Question

In the laser-flash method a thin disc absorbs a short pulse on its front face and one records the rear-face temperature. For an insulated slab of thickness L one book gives the rear-face rise, divided by its final value Q/(ρcL), as 1 + 2 Σ(n≥1) (−1)ⁿ exp(−n²π²Fo). Another gives (2/√(πFo)) Σ(n≥0) exp(−(2n+1)²/(4Fo)), with Fo = αt/L². One decays in Fo, the other in 1/Fo, and "by Poisson summation" does not make me see why they are equal. Is there a small system where I can write down both sides and watch them agree exactly? And where does the 0.1388 for the half-rise time come from? My sample is a 1 mm alumina disc.

Answer

Three thermal nodes are enough. The mode series then has three terms and is a perfect square, the image series is a sum of modified Bessel functions, and their equality is exact and takes four lines. Refining the chain turns each side into one of your two series.

Conventions. Q is the absorbed energy per unit area, delivered at t = 0 at x = 0 and uniform over the face. ρ, c and k are constant, α = k/(ρc), and no face loses heat. θ is the temperature rise divided by Q/(ρcL), so θ → 1 everywhere at late times.

1. The three-node slab

Put nodes 0, 1, 2 at x = 0, L/2, L, with spacing Δ = L/2. The middle node owns a layer of thickness Δ and each face node a layer of thickness Δ/2, so the heat capacities per area are ρcΔ/2, ρcΔ, ρcΔ/2. Neighbours are joined by a conductance per area k/Δ. With the time variable z = 2αt/Δ² = 8Fo the heat balances are

dθ₀/dz = θ₁ − θ₀
dθ₁/dz = (θ₀ + θ₂)/2 − θ₁
dθ₂/dz = θ₁ − θ₂

The pulse lands in node 0, which holds a quarter of the total capacity, so (θ₀, θ₁, θ₂) = (4, 0, 0) at z = 0.

2. Modes

The eigenvectors are cos(nπx/L) sampled at the nodes: (1, 1, 1) with decay rate 0, (1, 0, −1) with rate 1, and (1, −1, 1) with rate 2. The initial state is (4, 0, 0) = 1·(1, 1, 1) + 2·(1, 0, −1) + 1·(1, −1, 1). Hence

θ₀ = 1 + 2e^(−z) + e^(−2z) = (1 + e^(−z))²
θ₁ = 1 − e^(−2z)
θ₂ = 1 − 2e^(−z) + e^(−2z) = (1 − e^(−z))²

Energy is conserved, θ₀/4 + θ₁/2 + θ₂/4 = 1. The rear face already has the form of your first series: a 1, then −2 times the slowest exponential, then alternation. The sign (−1)ⁿ is the value of cos(nπx/L) at x = L.

3. Images

Now remove the faces and take an infinite chain in which every node obeys dθⱼ/dz = (θⱼ₋₁ + θⱼ₊₁)/2 − θⱼ. The modified Bessel functions satisfy dIⱼ/dz = (Iⱼ₋₁ + Iⱼ₊₁)/2, I₋ⱼ = Iⱼ, I₀(0) = 1 and Iⱼ(0) = 0 otherwise. So e^(−z) Iⱼ(z) is the response at node j to a unit initial value at node 0, the lattice counterpart of the spreading Gaussian.

If a solution on the infinite chain is mirror symmetric about node 0, then θ₋₁ = θ₁ and the equation for node 0 reduces to dθ₀/dz = θ₁ − θ₀, the insulated-face equation. The same holds at node 2. An initial state with the value 4 at j = 0, ±4, ±8, … and zero elsewhere is symmetric about both nodes, stays so, and equals (4, 0, 0) on nodes 0 to 2. It therefore solves the three-node problem exactly. The sources lie at distances 2, 6, 10, … from node 2, one on each side, so

θ₂ = 8e^(−z) [I₂(z) + I₆(z) + I₁₀(z) + …]

Two factors of 2 are inside the 8. On the infinite chain node 0 is a full cell, so the value 4 carries heat 2Q: the pulse and its own mirror image in the front face. And each source has a partner at the same distance beyond the rear face.

4. Why the two are equal

Both expressions solve the same linear initial-value problem, so they must agree, but the direct proof is more instructive. The generating function is

exp(z cos φ) = Σ(m = −∞…∞) I_m(z) e^(imφ).

Set φ = nπ/2, multiply by (−1)ⁿ and average over n = 0, 1, 2, 3. The average of (−1)ⁿ e^(imnπ/2) is 1 when m = 2 mod 4 and 0 otherwise, so the right side becomes 2(I₂ + I₆ + …). The left side is (e^z − 1 + e^(−z) − 1)/4. Multiply both by 4e^(−z):

8e^(−z) [I₂ + I₆ + I₁₀ + …] = 1 − 2e^(−z) + e^(−2z).

That is Poisson summation with the analysis removed. A source repeated every four sites contains only the four wavenumbers φ = nπ/2. The values n = 1 and n = 3 are one standing wave counted as a right-going and a left-going wavenumber, which is the origin of the 2 in front of e^(−z). The values n = 0 and n = 2 have no partner and get the coefficient 1.

The Laplace route shows the same thing. Transform in z with variable p and define γ by cosh γ = 1 + p. The transform of e^(−z) I_m(z) is e^(−mγ)/sinh γ, and the image sum is geometric:

8 (e^(−2γ) + e^(−6γ) + …)/sinh γ = 4/(sinh γ sinh 2γ) = 2/(sinh²γ cosh γ) = 2/[p(p + 1)(p + 2)],

using sinh²γ = (1 + p)² − 1 = p(p + 2). Partial fractions give 1/p − 2/(p + 1) + 1/(p + 2), the three modes. One function has two expansions: in powers of e^(−γ), which counts passes across the slab, and in poles, which counts modes.

5. Half rise of the small model

(1 − e^(−z))² = 1/2 gives e^(−z) = 1 − 1/√2, so z = ln(2 + √2) = 1.2279 and Fo = 0.1535. At that instant the modes read 1 − 0.58579 + 0.08579 = 1/2. For the images, I₂ = 0.21331 and I₆ = 7.85 × 10⁻⁵, and the terms read 0.49982 + 0.00018 = 1/2.

6. From three nodes to the general statement

With N intervals (Δ = L/N, z = 2N²Fo, initial value 2N, sources every 2N sites) the same average, now over φ = nπ/N with n = 0 … 2N − 1, gives

4N e^(−z) Σ(k≥0) I_((2k+1)N)(z) = 1 + 2 Σ(n=1…N−1) (−1)ⁿ exp[−z(1 − cos(nπ/N))] + (−1)^N e^(−2z).

N = 1 gives 1 − exp(−4Fo). It is exact too, but it has no paired mode and rises linearly from the start, which is why N = 2 is the smallest case with the full structure. N = 3 gives (1 − u)³(1 + u) with u = exp(−9Fo).

Let N → ∞ at fixed Fo. On the right, 2N²(1 − cos(nπ/N)) → n²π² and the unpaired term exp(−4N²Fo) vanishes. On the left, e^(−z) I_m(z) → exp(−m²/(2z))/√(2πz) for large z and m of order √z; with m = (2k+1)N and z = 2N²Fo the exponent is −(2k+1)²/(4Fo) and the prefactor 4N/√(4πN²Fo) = 2/√(πFo). The result is

θ(L, t) = 1 + 2 Σ(n≥1) (−1)ⁿ exp(−n²π²Fo) = (2/√(πFo)) Σ(k≥0) exp(−(2k+1)²/(4Fo)),

a transformation formula for Jacobi theta functions. The continuum proof copies section 4. With x in units of L, g(x) = exp(−x²/(4Fo))/√(4πFo) has Fourier transform exp(−κ²Fo), and Poisson's formula for period 2 reads Σ(k) g(x − 2k) = ½ Σ(n) exp(−n²π²Fo) e^(inπx), both sums over all integers. Put x = 1 and multiply by 2. In Laplace form the N-interval transform 2N/(sinh γ sinh Nγ), rewritten for the variable s conjugate to Fo (p = s/(2N²), overall factor 1/(2N²)), tends to 1/(√s sinh √s). Its poles at s = 0 and s = −n²π² have residues 1 and 2(−1)ⁿ. Its expansion 2 Σ(k≥0) exp(−(2k+1)√s)/√s inverts term by term to the Gaussians.

Setting θ = 1/2 gives Fo = 0.138785, or π²Fo = 1.3698. The modes there read 1 − 0.50834 + 0.00835 − 0.00001 = 1/2. The images need one term, since the second contributes 2.8 × 10⁻⁷. Keeping only the first, with w = −1/(2Fo), the condition squares to w e^w = −π/32. The root on the rising part of the curve is the lower Lambert branch, w = W₋₁(−π/32) = −3.6027, and Fo = −1/(2w) = 0.138785 again. The working formula of the flash method (introduced by Parker, Jenkins, Butler and Abbott, 1961) is then α = 0.1388 L²/t½. The ratio of second to first decaying term is exp(−3π²Fo) for modes and exp(−2/Fo) for images. These are equal at Fo = √(2/3)/π = 0.26, so by this measure images converge faster before that point and modes after it.

The half-rise values along the family are:

N      Fo at half rise    excess over slab
1      0.1733             24.9 %
2      0.1535             10.6 %
3      0.1470             5.9 %
4      0.1439             3.7 %
8      0.1402             1.0 %
∞      0.1388             –

The approach follows from 2N²(1 − cos(nπ/N)) ≈ n²π² − n⁴π⁴/(12N²). Each lattice mode decays a little too slowly, the curve changes by Fo θ″/(12N²), where primes are derivatives of the slab's θ in Fo, and the half rise moves by −Fo θ″/(12N² θ′). At half rise θ′ = 4.688 and θ″ = −36.58, so the shift is +0.090/N², a relative 0.65/N². For N = 8 this predicts 0.1402, as in the table.

So the equivalence of the two series is exact for every N, while the number 0.1388 belongs to the continuum only.

7. Numbers for the disc

Typical room-temperature values for dense alumina are k = 30 W/(m K), ρ = 3.90 g/cm³ and c = 0.780 J/(g K). They give α = 9.86 mm²/s and, for L = 1 mm, L²/α = 101.4 ms. An assumed absorbed fluence of 0.5 J/cm² gives a final rise Q/(ρcL) = 1.64 K. In the three-node model z = t/(12.7 ms). The rear-face θ is:

Fo     t (ms)   3 nodes   its first image   slab     its first image
0.05   5.07     0.1087    0.1087            0.0340   0.0340
0.10   10.14    0.3032    0.3032            0.2929   0.2929
0.20   20.28    0.6370    0.6363            0.7229   0.7229
0.50   50.70    0.9637    0.9410            0.9856   0.9679

In both systems the direct arrival is the whole signal to three decimals up to about half rise, and further reflections matter only on the approach to the plateau. The systems differ at both ends. Early, the three-node rear face starts as z² = 64Fo², because heat needs only two hops; for N intervals the first image starts as 4N(z/2)^N/N!, and in the slab this power law becomes exp(−1/(4Fo)), flatter than any power. Late, the three-node model lags because its slowest rate is 8 in units of α/L² instead of π² = 9.87.

With these inputs the slab model puts the half rise at 14.1 ms and the three-node model at 15.6 ms. Analysing a continuous disc with the three-node coefficient would return a diffusivity 10.6 % too high.

The same formulas apply to a piece of silicon wafer. Typical values are k = 150 W/(m K), ρ = 2.33 g/cm³, c = 0.71 J/(g K) and, for a 300 mm wafer, L = 0.775 mm. Then α = 90.7 mm²/s, L²/α = 6.62 ms, and the model half-rise times are 0.92 ms (slab) and 1.02 ms (three nodes).

8. What both models leave out

Pulse length. A rectangular pulse of duration τ averages the curve over a window τ, which to first order delays it by τ/2 relative to the start of the pulse. For an assumed τ = 0.3 ms the delay is 0.15 ms. That is 1.1 % of the half-rise time for the alumina disc and about 16 % for the silicon piece, larger than the 10.6 % gap between three nodes and the continuum. For silicon the instantaneous-pulse figure is usable only with time counted from the pulse centroid or with the pulse shape convolved in.

Heat loss. A black surface at an assumed 300 K has a linearised radiative coefficient 4σT³ = 6.1 W/(m² K), so the Biot number of the alumina disc is 4σT³L/k = 2 × 10⁻⁴, and the heat lost by half rise is a fraction of that order. The coefficient grows as T³. With loss the mirror construction changes, because a face no longer returns an image of unit weight and the mode wavenumbers are no longer nπ/L, although the Laplace transform can still be expanded either in poles or in passes.

Surface absorption. Both series assume that the pulse stops at x = 0 and that the detector sees x = L. Alumina is translucent, so flash samples are usually given a thin opaque coat such as graphite; without it, light deposited or emitted inside the disc produces an early signal that neither series contains.